**Question**

Two units set the scale of hyperfine structure: 95.4 MHz per a₀⁻³ of ⟨r⁻³⟩ for A/g, the magnetic dipole constant divided by the nuclear g factor, and 235 MHz/barn per a₀⁻³ for B/Q, the quadrupole constant divided by the nuclear quadrupole moment. In Cu-like Pt⁴⁹⁺ (Zα = 0.57) relativity doubles A for j = ½ and changes it by about 2% for f₇/₂, and A/g spans more than three orders of magnitude from 4s to 5g.

(a) Derive a rule for A/g and B/Q from level energies. (b) Apply it to 4s₁/₂ (binding energy 2830.2 eV) and 4f₇/₂ (2214.4 eV), taking an inner charge Zᵢ = 78 − 1.70 l² and a nuclear-size factor of 0.853 for s. (c) Judge it against the calculation below.

B-spline many-body code 1, no-pair Dirac-Coulomb: Pt49+ (Z = 78), one electron outside a frozen [Ar] 3d10 core, in Dirac-Hartree-Fock (DHF), with static core-polarisation RPA, and with RPA on Brueckner orbitals (second-order and RPA-screened correlation potential). The nucleus is uniformly magnetised, with rms radius 5.427 fm; g = μ/(I μ_N) and Q is the quadrupole moment.

| hyperfine | A/g, DHF (MHz) | A/g, RPA (MHz) | A/g, Brueckner RPA (MHz) | B/Q, DHF (MHz/barn) | B/Q, RPA (MHz/barn) | B/Q, Brueckner RPA (MHz/barn) |
| --- | --- | --- | --- | --- | --- | --- |
| 4s1/2 | 2181000 | 2250000 | 2257000 | n/a | n/a | n/a |
| 5s1/2 | 1015000 | 1043000 | 1045000 | n/a | n/a | n/a |
| 4p1/2 | 714400 | 738400 | 740800 | n/a | n/a | n/a |
| 5p1/2 | 336200 | 346100 | 346800 | n/a | n/a | n/a |
| 4p3/2 | 74570 | 76400 | 76670 | 153000 | 158000 | 159000 |
| 5p3/2 | 35690 | 36150 | 36230 | 73600 | 75500 | 75700 |
| 4d3/2 | 38550 | 39480 | 39590 | 27000 | 27300 | 27300 |
| 5d3/2 | 18750 | 19030 | 19060 | 13300 | 13300 | 13300 |
| 4d5/2 | 15230 | 13830 | 13870 | 32100 | 32500 | 32600 |
| 5d5/2 | 7425 | 6758 | 6767 | 15700 | 15800 | 15800 |
| 4f5/2 | 8331 | 8151 | 8164 | 8740 | 9800 | 9810 |
| 5f5/2 | 4218 | 4175 | 4180 | 4450 | 5130 | 5140 |
| 4f7/2 | 4525 | 3279 | 3284 | 9820 | 11300 | 11400 |
| 5f7/2 | 2288 | 2070 | 2073 | 4980 | 5850 | 5860 |
| 5g7/2 | 1422 | 1446 | 1450 | 1850 | 3410 | 3420 |
| 5g9/2 | 899.3 | 762.9 | 764.6 | 2000 | 3710 | 3720 |

**Model answer**

(a) Both operators weight r⁻³, so they sample the inner part of the orbital. For s, p and d the binding energy there is small beside the potential: the shape is Coulombic in a charge Zᵢ and nearly independent of n (for 4f and 5g it is not small, and the rule leans instead on the hydrogenic ⟨r⁻³⟩ scaling exactly as n⁻³). Only the amplitude depends on n. The electron passes the inner region once per classical period, so the inner density is proportional to the orbital frequency dE/dn. With E = −Zₐ²/2ν² hartree, Zₐ = 50 being the charge seen outside the core, dE/dn ≈ Zₐ²/ν³, and ν = Zₐ√(Ry/binding energy). In the hydrogenic ⟨r⁻³⟩, Z³/n³ becomes ZᵢZₐ²/ν³ (Fermi–Segrè–Goudsmit):

⟨r⁻³⟩ = ZᵢZₐ² / [ν³ l(l+½)(l+1)] a₀⁻³

A/g = 95.4 MHz × ZᵢZₐ² F N / [ν³ j(j+1)(l+½)], which also holds for s

B/Q = 235 MHz/barn × ⟨r⁻³⟩ R (2j−1)/(2j+2)

Dirac functions start as r^(ρ−1) with ρ = √[(j+½)² − (Zᵢα)²], more steeply than Schrödinger ones, which gives the Casimir factors F = 4j(j+½)(j+1)/[ρ(4ρ²−1)] and R = l(l+1)(2l+1)[3κ(κ−1) − ρ² + 1]/[ρ(ρ²−1)(4ρ²−1)], with κ = l for j = l−½ and −(l+1) for j = l+½. For s the magnetic integrand runs as r^(2ρ−2), so the share lost inside a nucleus of radius R_N scales as x = (2ZR_N/a₀)^(2ρ−1) = 0.082, and N = 1 − cx. For p₁/₂ the loss is scaled by about ¾(Zα)², a rough recalled weight; otherwise N = 1.

(b) 4s₁/₂: ν = 3.467, ν³ = 41.66, j(j+1)(l+½) = 0.375. Then 95.41 × 78 × 50²/(41.66 × 0.375) = 1.191×10⁶ MHz. With ρ = 0.8222, F = 2.141, and 1.191×10⁶ × 2.141 × 0.853 = 2.17×10⁶ MHz, against 2.181×10⁶ in DHF.

4f₇/₂: ν³ = 60.20, Zᵢ = 62.7, j(j+1)(l+½) = 55.125, so 95.41 × 62.7 × 50²/(60.20 × 55.125) = 4.51×10³ MHz, and F = 1.020 gives 4.60×10³ MHz, 1.6% above DHF. For B, ⟨r⁻³⟩ = 62.7 × 50²/(60.20 × 42) = 62.0, and 235 × 62.0 × 1.039 × 6/9 = 1.01×10⁴ MHz/barn, 2.8% above DHF.

(c) The slope 1.70 and c = 1.80 were fitted to all sixteen DHF values of A/g, both worked rows included; B was predicted without refitting. Relative to DHF the rule is within 3.5% for every A and 6% for every B, well above the rounding of the table (0.05% and 0.4%). Relative to Brueckner RPA, A holds to 4% for s, p₃/₂ and every j = l−½ row, is 10–15% high for d₅/₂, 5f₇/₂ and 5g₉/₂, and 40% high for 4f₇/₂. B holds to 5% for p and d, is 7–12% low for f and about 47% low for g. The output after this text lists each row.

**Remarks on the reasoning**

The 4s agreement tests little, since the s rows largely fix c, which also absorbs the neglected binding-energy terms, the dropped slope of the quantum defect and any screening of the s charge, so the fitted factor is not the true nuclear loss. The real tests lie elsewhere. The DHF ratio A(n=4)/A(n=5) follows ν⁻³ within 1% for all seven symmetries, with ν from the correlated energies of the same calculation. The ratio A(4p₁/₂)/A(4p₃/₂) is 9.58 in DHF, 9.40 by the rule and 5 without relativity, whereas 5g is within 1% of the nonrelativistic ratio.

The charge that each DHF value implies falls from 74–76 for p through 71 and 62 to 52 for g (where ν was taken as hydrogenic), as the centrifugal barrier keeps the electron outside more core shells. The l² form is interpolation only: at l = 5 it drops below Zₐ, where Zₐ itself should be used. Taking Zᵢ from the doublet splitting avoids this fit and is within 5% of DHF except for 4f, which is 10% low; spin-orbit coupling weights (1/r)dV/dr, a different average of the screened field, but that alone does not explain it. The doublet charge squared is Zᵢ times a spin-orbit charge, which in a local screened field cannot fall below Zₐ = 50. For 5g the doublet charge of 50.0 and the implied Zᵢ of 51.9 put it below that bound, and for 4f (55.7 and 61.8) it only just reaches the bound. A non-local term, plausibly exchange with the core, must reduce these splittings.

The rule describes one electron in a frozen field, and the columns show that core polarisation sets its limit: Brueckner orbitals add at most 0.35% to A, and changes near rounding to B. For A the standard mechanism is exchange, by which the valence electron unbalances the closed shells, so that they acquire a hyperfine field of their own. Its share does not simply follow the size of the direct ⟨r⁻³⟩: RPA shifts 5g₇/₂ by only +1.7%, but 4f₇/₂ by −27.5%. A pure contact field couples to the spin projection along j, ±1/(2l+1), and would shift the two doublet members equally and oppositely. The 4d shifts (+930, −1400 MHz) have the opposite signs but not equal sizes, and the 4f shifts (−180, −1246 MHz) share one sign, so contact polarisation alone is insufficient. Why 4f₇/₂ loses 27.5% and 5f₇/₂ only 9.5% these numbers leave untested.

For B the mechanism is Sternheimer antishielding: the nuclear quadrupole distorts the core, and an orbital lying outside the core sees the induced moment added to the nuclear one. The 85% rise for 5g is more than a small denominator, since its shifts (+1560, +1710 MHz/barn) exceed those of 5f (+680, +870).

For a neighbouring Cu-like ion, A/g should go as ZᵢZₐ²FN/ν³, with s and p₁/₂ rising fastest in Z; at lower charge a softer core should enlarge the polarisation errors, and both constants need refitting. The errors quoted are relative to a calculation: structure-radiation, normalisation, Breit and QED terms are absent and the magnetisation is taken as uniform. At this Z the Breit, QED and magnetisation effects can match or exceed the Brueckner shifts. For ¹⁹⁵Pt, with I = ½, only A applies.

Output of the analysis:

```
constants: A 95.41 MHz, B 234.96 MHz/barn, Z alpha 0.5692, size term x 0.0821; 5g nu is hydrogenic
fit to DHF A: Zi = 78 - 1.70 l^2; c = 1.80; nuclear factor s 0.853, p1/2 0.964
row nu | Zi rule/implied/doublet | A rule MHz, err% vs DHF, vs Brueckner RPA | doublet A err% vs DHF | B rule, err% DHF, Brueckner RPA
4s1/2 3.467 | 78.0/78.1/78.0 | 2.174e+06 -0.3 -3.7 | -0.3 | - - -
5s1/2 4.473 | 78.0/78.1/78.0 | 1.012e+06 -0.3 -3.2 | -0.3 | - - -
4p1/2 3.535 | 76.3/75.9/76.6 | 7.249e+05 +1.5 -2.1 | +2.5 | - - -
5p1/2 4.544 | 76.3/75.9/76.3 | 3.413e+05 +1.5 -1.6 | +1.7 | - - -
4p3/2 3.625 | 76.3/74.3/76.6 | 7.711e+04 +3.4 +0.6 | +3.9 | 1.62e+05 +6.0 +2.0
5p3/2 4.633 | 76.3/74.3/76.3 | 3.692e+04 +3.5 +1.9 | +3.5 | 7.76e+04 +5.5 +2.6
4d3/2 3.745 | 71.2/71.3/70.0 | 3.849e+04 -0.2 -2.8 | -2.2 | 2.84e+04 +5.1 +4.0
5d3/2 4.752 | 71.2/70.9/69.8 | 1.884e+04 +0.5 -1.2 | -2.0 | 1.39e+04 +4.5 +4.5
4d5/2 3.768 | 71.2/71.3/70.0 | 1.521e+04 -0.1 +9.7 | -1.9 | 3.26e+04 +1.6 +0.1
5d5/2 4.774 | 71.2/70.8/69.8 | 7475 +0.7 +10.5 | -1.5 | 1.6e+04 +2.1 +1.5
4f5/2 3.912 | 62.7/61.8/55.7 | 8459 +1.5 +3.6 | -10.5 | 9.1e+03 +4.1 -7.2
5f5/2 4.903 | 62.7/61.7/58.8 | 4296 +1.8 +2.8 | -4.9 | 4.62e+03 +3.9 -10.1
4f7/2 3.919 | 62.7/61.7/55.7 | 4600 +1.6 +40.1 | -10.1 | 1.01e+04 +2.8 -11.4
5f7/2 4.911 | 62.7/61.5/58.8 | 2337 +2.2 +12.8 | -4.4 | 5.13e+03 +3.1 -12.4
5g7/2 4.993 | 50.8/51.9/50.0 | 1393 -2.1 -4.0 | -3.7 | 1.83e+03 -1.1 -46.5
5g9/2 4.997 | 50.8/51.9/50.0 | 880.3 -2.1 +15.1 | -3.8 | 1.97e+03 -1.7 -47.1
rule A vs DHF: rms 1.8%, median size 1.5%, worst 5p3/2 +3.5%
rule A vs Brueckner RPA: rms 11.9%, median size 3.4%, worst 4f7/2 +40.1%
doublet A vs DHF: rms 4.6%, median size 3.0%, worst 4f5/2 -10.5%
rule B vs DHF: rms 3.8%, median size 3.5%, worst 4p3/2 +6.0%
rule B vs Brueckner RPA: rms 20.2%, median size 5.8%, worst 5g9/2 -47.1%
table rounding at most: A 0.05%, B 0.38%
worked 4s1/2: binding 2830.2 eV, nu^3 41.66, Zi 78.0, j(j+1)(l+1/2) 0.375, rho 0.8222, F 2.141, N 0.853, A before F,N 1.191e+06 MHz
worked 4f7/2: binding 2214.4 eV, nu^3 60.20, Zi 62.7, j(j+1)(l+1/2) 55.125, rho 3.9737, F 1.020, N 1.000, A before F,N 4509 MHz, R 1.039
A(4)/A(5) DHF/RPA/nu^3: s1/2 2.149/2.157/2.148, p1/2 2.125/2.133/2.124, p3/2 2.089/2.113/2.088, d3/2 2.056/2.075/2.043, d5/2 2.051/2.046/2.035, f5/2 1.975/1.952/1.969, f7/2 1.978/1.584/1.968
A(low j)/A(high j) DHF/rule/nonrelativistic: 4p 9.58/9.40/5.00, 4d 2.53/2.53/2.33, 4f 1.84/1.84/1.80, 5g 1.58/1.58/1.57
row: A RPA shift MHz (%), Brueckner extra %; B RPA shift MHz/barn (%), Brueckner extra %
4s1/2: +69000 (+3.2), +0.31; - (-), - || 5s1/2: +28000 (+2.8), +0.19; - (-), -
4p1/2: +24000 (+3.4), +0.33; - (-), - || 5p1/2: +9900 (+2.9), +0.20; - (-), -
4p3/2: +1830 (+2.5), +0.35; +5000 (+3.3), +0.6 || 5p3/2: +460 (+1.3), +0.22; +1900 (+2.6), +0.3
4d3/2: +930 (+2.4), +0.28; +300 (+1.1), +0.0 || 5d3/2: +280 (+1.5), +0.16; +0 (+0.0), +0.0
4d5/2: -1400 (-9.2), +0.29; +400 (+1.2), +0.3 || 5d5/2: -667 (-9.0), +0.13; +100 (+0.6), +0.0
4f5/2: -180 (-2.2), +0.16; +1060 (+12.1), +0.1 || 5f5/2: -43 (-1.0), +0.12; +680 (+15.3), +0.2
4f7/2: -1246 (-27.5), +0.15; +1480 (+15.1), +0.9 || 5f7/2: -218 (-9.5), +0.14; +870 (+17.5), +0.2
5g7/2: +24 (+1.7), +0.28; +1560 (+84.3), +0.3 || 5g9/2: -136 (-15.2), +0.22; +1710 (+85.5), +0.3
```
